In this computed crystal the strongest infrared mode is almost two thousand times as intense as the weakest active one, and frequency does not decide which is which. A mode is strong when the dipoles of its moving atoms add up and weak when they cancel. The total over all modes, by contrast, is fixed by two simple properties of the atoms: their charges and their masses. Oxygen supplies more than half of it and hafnium only about 3 %.

Zone-centre optical modes of orthorhombic HfSi3O8 (space group Pmm2, 12 atoms per cell, a = 3.508, b = 5.763, c = 5.823 Å), computed with Ansatz 0.2.0 by density-functional perturbation theory with PBEsol, PAW datasets, a 420 eV plane-wave cutoff and a 6×4×4 k mesh. The longitudinal term is left out, and a negative frequency stands for an imaginary one.

| row | phonon frequency (cm⁻¹) | phonon infrared intensity ((debye/Å)²/amu) |
| --- | --- | --- |
| 1 | -74.5 | 7.30 |
| 2 | 90.7 | 1.04 |
| 3 | 160.8 | 14.5 |
| 4 | 185.1 | 3.11 |
| 5 | 195.2 | 0.727 |
| 6 | 217.4 | 0 |
| 7 | 238.0 | 3.53 |
| 8 | 277.9 | 0 |
| 9 | 298.4 | 0.139 |
| 10 | 309.0 | 5.35 |
| 11 | 322.3 | 1.30 |
| 12 | 329.8 | 9.93 |
| 13 | 345.5 | 0.028 |
| 14 | 362.1 | 0.106 |
| 15 | 384.0 | 21.4 |
| 16 | 417.3 | 0.229 |
| 17 | 445.7 | 3.12 |
| 18 | 484.4 | 3.44 |
| 19 | 499.3 | 52.3 |
| 20 | 580.5 | 4.04 |
| 21 | 584.6 | 38.1 |
| 22 | 613.7 | 0 |
| 23 | 650.9 | 6.60 |
| 24 | 665.6 | 9.79 |
| 25 | 685.9 | 3.67 |
| 26 | 709.5 | 25.4 |
| 27 | 711.4 | 1.53 |
| 28 | 759.0 | 4.53 |
| 29 | 801.6 | 2.28 |
| 30 | 814.1 | 0.272 |
| 31 | 825.5 | 12.3 |
| 32 | 861.0 | 30.6 |
| 33 | 950.7 | 0.463 |

## What an intensity measures

Infrared light couples to a vibration through the dipole that the moving atoms create. The charge that matters is the Born effective charge, the dipole change per unit displacement of an atom. It contains the ionic charge and also the electrons that shift as bonds stretch and bend. For this reason it depends on the direction of motion: for hafnium it runs from 3.4 to 5.2 elementary charges, around the formal value of 4.

If a silicon atom and its oxygen neighbours move in opposite directions, their contributions to the dipole add, because the charges also have opposite signs. If they move together, the contributions subtract, and they cancel almost fully when the moving group is close to neutral, as with one silicon atom for every two oxygen atoms. The intensity is the square of the sum, so a dipole ten times smaller gives a line a hundred times weaker.

Frequency depends on something else, namely how stiffly the moving atoms are held and how heavy they are. Rows 26 and 27 lie only 1.9 cm⁻¹ apart, yet their intensities differ by a factor of 17. Symmetry does not require them to lie close together. The cell was built from a tetragonal prototype but is itself orthorhombic, with three unequal edges, and allows no degenerate modes. The two rows are separate motions with nearly the same frequency.

## Why the total is simple

Let $I_m$ be the intensity of mode $m$, $Z_{j\alpha}$ the Born charge of atom $j$ for motion along axis $\alpha$, and $M_j$ its mass. The displacement pattern of the mode, weighted by the root of the mass and normalised, is $q_{j\alpha}^{(m)}$. Leaving out the very small off-diagonal charges,

$$I_m=\sum_\alpha\Big(\sum_j \frac{Z_{j\alpha}\,q_{j\alpha}^{(m)}}{\sqrt{M_j}}\Big)^2 .$$

Squaring the bracket produces cross terms between different atoms, and these make one mode strong and the next one weak. The patterns of all modes together form a complete set of perpendicular directions. When the intensities are added over the whole set, every cross term therefore drops out:

$$\sum_m I_m=\sum_{j,\alpha}\frac{Z_{j\alpha}^2}{M_j}.$$

The set includes the three uniform shifts of the crystal, which the table omits. They create no dipole, because the charges of the cell sum to zero.

With the Born charges of the same calculation this formula gives 267.3 (debye/Å)²/amu, against 267.1 for the sum of the table. No constant was adjusted. The agreement shows that the intensities are consistent with the charges and that no strong mode is missing; a very faint one could drop out unnoticed. That the list is complete follows from the count: 12 atoms have 36 motions, 33 without the three shifts. The check tests neither the functional nor the PAW datasets, which were made for PBE, since both sides come from one calculation.

## Why hafnium hardly counts

Hafnium carries the largest charges in the cell, but it is also by far the heaviest atom. With charges in elementary charges and masses in amu, the result must be multiplied by $4.8032^2=23.07$ to reach the unit of the table. Hafnium then contributes

$$23.07\times\frac{4.23^2+5.20^2+3.36^2}{178.5}\approx 7.3 ,$$

and the silicon atom that has no mirror partner contributes

$$23.07\times\frac{3.82^2+4.76^2+2.99^2}{28.1}\approx 38 .$$

The lighter atom gives five times as much with smaller charges. The list of charges does not name the elements of these two atoms, but the total does: with the two exchanged, the estimate is almost 3 % too high.

The three silicon atoms together supply 42 % of the total and the eight oxygen atoms 55 %. A single silicon atom thus gives about twice as much as a single oxygen atom, and oxygen leads by number. These shares hold for the sum over all modes. Within one mode the cross terms return, and the intensity can no longer be divided among the atoms.

## Why three modes are silent

Rows 6, 8 and 22 have no intensity, and symmetry explains all three. The Born charges show that six atoms sit on both mirror planes of the cell, while the other six form three pairs: one of silicon and two of oxygen. The two atoms of a pair are mirror images of each other. When they move in opposite directions along the short axis $a$, their dipoles cancel exactly.

Three pairs allow three such motions, and these mix only with one another. The result is three modes that are silent in the infrared, as many as the table has; symmetry still allows them in Raman scattering. In them hafnium and the other unpaired atoms stand still.

Row 13 is a different case. Its intensity of 0.028 is tiny, but symmetry permits it. Here the contributions nearly cancel without being forced to, and a slight change of the structure could make the mode visibly stronger or weaker.

## How uneven a spectrum should be

The remaining unevenness looks as if it called for a special cause. A crude model shows how much of it arises from adding signed terms alone. Suppose that the dipoles of the active modes scatter around zero like random numbers with a bell-shaped distribution of one common width. After squaring, about a third of the modes should exceed the mean intensity, and about a quarter should fall below a tenth of it.

Of the 30 active modes, 9 lie above the mean and 7 below a tenth of it; the model expects between 9 and 10, and between 7 and 8. A few very strong lines among many faint ones are thus the normal outcome of squaring a sum whose terms may cancel. The count is a weak test, because 30 modes are few and the three axes do not really share one width. It also leaves open why a particular mode, such as row 19, is the strong one. That would take its displacement pattern, which is not available here.

Frequency may leave a broad mark. The 12 modes between 400 and 750 cm⁻¹ carry 55 % of the intensity, while the 15 modes below 400 cm⁻¹ carry 26 %. The first count includes one silent mode, the second two silent modes and row 1. One possible reason for the split is that in many slow modes whole groups of atoms move together, so that their charges cancel. Another is that heavy hafnium, which brings little intensity, is expected to move mostly in slow modes. Both are guesses, which the displacement patterns could settle. With so few modes, chance could also produce such a split.

## What polarised light would miss

In this symmetry the dipole of every active mode points along one of the three cell edges. The sum over atoms can therefore be taken for each axis separately, and it gives 92 along $a$, 117 along $b$ and 58 along $c$, in the unit of the table. The Born charges of the cations are smallest along $c$, which helps to make that total the lowest.

No mode can exceed the total of its own axis, and modes that share an axis must share its total. The three strongest modes, rows 19, 21 and 32, add up to 121, which is more than any axis has to give. They cannot all point the same way. Light polarised along a single edge of an oriented crystal or film would miss at least one of them.

The analysis printed after the text lists these sums together with the counts for the random model.

## The mode that is no vibration

Row 1 has an imaginary frequency, printed as a negative number. The energy falls when the atoms move along this pattern, so the cell is not a stable structure but a balance point, probably one held by its imposed symmetry. No absorption line belongs at 74.5 cm⁻¹. The mode still counts in the total, because the sum needs the complete set of patterns; without it the table would fall almost 3 % short.

Its intensity of 7.30 shows that the unstable motion creates a dipole. A real crystal of this composition would move away from the present structure, and every line in the table could then shift or change its strength. The total is the sturdier quantity, since it changes only as far as the Born charges do. Which atoms lead the distortion, and how the intensity is shared out once the cell has settled, remains open until the structure is displaced along row 1 and relaxed again.

Numerical output:

```
Total intensity of all rows, (debye/Å)²/amu: 267.1
Total from Born charges and masses, (debye/Å)²/amu: 267.3
Excess of that estimate over the table, %: 0.07056
Estimate with Hf and the unpaired Si exchanged, (debye/Å)²/amu: 274.3
Share of the imaginary mode in the table total, %: 2.733
Share of hafnium in the estimated total, %: 2.722
Share of the three silicon atoms, %: 41.81
Share of the eight oxygen atoms, %: 55.46
Estimated total along a (3.508 Å), (debye/Å)²/amu: 92.09
Estimated total along b (5.763 Å), (debye/Å)²/amu: 116.9
Estimated total along c (5.823 Å), (debye/Å)²/amu: 58.29
Sum of the three strongest modes, (debye/Å)²/amu: 121
Share of the three strongest modes, %: 45.3
Number of silent modes in the table: 3
Mean intensity of an active mode, (debye/Å)²/amu: 8.904
Active modes above the mean, table: 9
Active modes above the mean, bell-shaped random amplitudes: 9.51
Active modes below a tenth of the mean, table: 7
Active modes below a tenth of the mean, bell-shaped random amplitudes: 7.44
Share of intensity below 400 cm⁻¹ (imaginary mode included), %: 25.63
Share of intensity from 400 to 750 cm⁻¹, %: 55.49
Share of intensity above 750 cm⁻¹, %: 18.88
Intensity of row 26 over row 27, ratio: 16.6
Frequency of row 27 less row 26, cm⁻¹: 1.9
```
